## Solution key: correlation energy of a stretched two-electron bond

Two nuclei of charge $Z$ at distance $R$, singlet state, hartree atomic units.

**(a) Limit.** With 1s densities $n_A,n_B$ of one electron each, $n=n_A+n_B$, $J=5Z/8$, $V=1/R$ and the Hartree energy is $U=J+V$. One Kohn–Sham orbital gives $n_x=-n(\mathbf r')/2$, so $E_x=-U/2=-5Z/16-1/(2R)$. An electron on A finds its partner on B, so $n_{xc}=-n_A$ and $n_c=(n_B-n_A)/2$. As $T_c\to0$, $E_{xc}\to-5Z/8$ and $E_c\to-K$, with $K=(J-V)/2=5Z/16-1/(2R)$.

**(b) Exact model.** Take orthogonal sites with hopping $t$. Symmetry fixes the density at every coupling $\lambda$. Relative to $\sigma_g^2$, in $\{\sigma_g^2,\sigma_u^2\}$,
$$H_\lambda=\begin{pmatrix}0&\lambda K\\ \lambda K&4t\end{pmatrix},\qquad x=\frac{K}{2t}.$$
Differentiating the lower root gives $W_\lambda=E_x-K\lambda x/\sqrt{1+\lambda^2x^2}$, a step at $\lambda=0$ as $x\to\infty$. Integrating,
$$E_c=-K\epsilon,\quad \epsilon=\frac{\sqrt{1+x^2}-1}{x},\quad T_c=E_c-(W_1-E_x)=2t\left[1-\frac1{\sqrt{1+x^2}}\right].$$
For $Z=1$, $R=8$ bohr and an assumed $t=2.5$ m$E_h$: $K=0.25\,E_h$, $x=50$, and the model's $E_c=-0.245\,E_h$, $T_c=4.9$ m$E_h$.

**(c) Work and memory.** In $M$ basis functions the pair function is an $M\times M$ matrix $C$. One pass, $\sigma_{pq}=\sum_{rs}(pr|qs)C_{rs}$, costs $M^4$ multiply-adds, and basis changes cost $M^3$. With direct integrals, memory is about $3M^2$ words ($C$, $\sigma$, reference coupling) for each scheme below. Cost is therefore the number of passes $p$.

**(d) Schemes.** For $\Psi\propto\sigma_g^2-c\,\sigma_u^2$ the projected energy is $-Kc$, and the exact $c=\epsilon$ solves $c=1/(2/x+c)$. Let $m=(c-\epsilon)/(c+1/\epsilon)$. Then $c-\epsilon=gm/(1-m)$ with $g=\epsilon+1/\epsilon$. The target deviation in $c$ is $\delta$.

- **L**, denominator shifted by the projected energy, from $c=0$: $c\to1/(2/x+c)$ sends $m\to-\epsilon^2m$, so $m_p=(-\epsilon^2)^{p+1}$. Pass 1 is second-order Görling–Levy theory (GL2), $c=x/2$. At large $x$, $p\approx(x/2)\ln(2/\delta)$.
- **N**, shift by the expectation value $-K\rho$, $\rho=2c(1-c/x)/(1+c^2)$, from the same $\sigma$: $c\to(1+c^2)/(2c+2/x)$. This is Newton's rule, $m\to m^2$, so $m_p=(\epsilon^2)^{2^p}$ and $p\approx\log_2[(x/2)\ln(2/\delta)]$.
- **S**, start from the step, $c=1$ (Heitler–London), $m_0=\epsilon(1-\epsilon)/(1+\epsilon)\approx1/(2x)$. One Coulomb build of $n_A$ gives $J$ and $V$. The bare step deviates by $1-\epsilon\approx1/x$. Adding the one-electron term $2t$ gives $\rho=1-1/x$, deviation $\approx1/(2x^2)$, used at $p=1$. Continuing with N needs one extra reference pass: $m_p=m_0^{2^{p-1}}$ for $p\ge2$.

**(e) Table.** Magnitudes of deviations from the exact $E_c$ are in units of $K$; the values of $x$ are illustrative.

| | $x=0.5$ | $x=5$ | $x=50$ |
|---|---|---|---|
| $\epsilon$ | 0.2361 | 0.8198 | 0.9802 |
| bare step, $p=1$ | 0.764 | 0.180 | 0.0198 |
| GL2 (L, N), $p=1$ | 0.0139 | 1.68 | 24.0 |
| S, $p=1$ | 1.24 | 0.0198 | $2.00\times10^{-4}$ |
| L, $p=3$ | $4.31\times10^{-5}$ | 0.523 | 11.5 |
| N, $p=3$ | $4.16\times10^{-10}$ | 0.0886 | 5.30 |
| S, $p=3$ | $2.03\times10^{-3}$ | $8.86\times10^{-5}$ | $1.85\times10^{-8}$ |
| passes L/N/S, $\delta=10^{-2}$ | 2/2/3 | 13/4/3 | 132/8/1 |
| passes L/N/S, $\delta=10^{-6}$ | 5/3/4 | 36/6/4 | 362/9/3 |

**(f) Choice.** *Cheapest:* at $x=0.5$, N (tied with L at $10^{-2}$, one pass ahead of S at both targets). At $x=5$, S leads N narrowly. At $x=50$, S needs 1 pass against 8, and 3 against 9.

*Budget of one pass:* GL2 and S deviate equally where $x/2-\epsilon=\epsilon-1+1/x$, at $x=1.48$. Take GL2 below and S above.

*Budget $p\ge2$:* N and S tie where $\epsilon^4=m_0$, that is $\epsilon^3(1+\epsilon)=1-\epsilon$, solved by $\epsilon^2=1-\epsilon$, hence $x=2$ for every such $p$. Take N below and S above. Neither loses to L in the $p=3$ rows once chosen this way.

**(g) Limits.** Overlap $s$ rescales $K$ by $1/(1-s^2)$, with $s^2=1.0\times10^{-4}$ in the example. Dispersion there, from a typical $C_6\approx6.5$ a.u., is $C_6/R^6=2.5\times10^{-5}\,E_h$, also about $10^{-4}K$. For $Z\ne1$, polarisation enters at order $R^{-4}$. The $10^{-6}$ row thus ranks algorithms on the model, not accuracy for H$_2$. The model holds only the near-degenerate excitation; the others in a real basis add passes that it cannot count.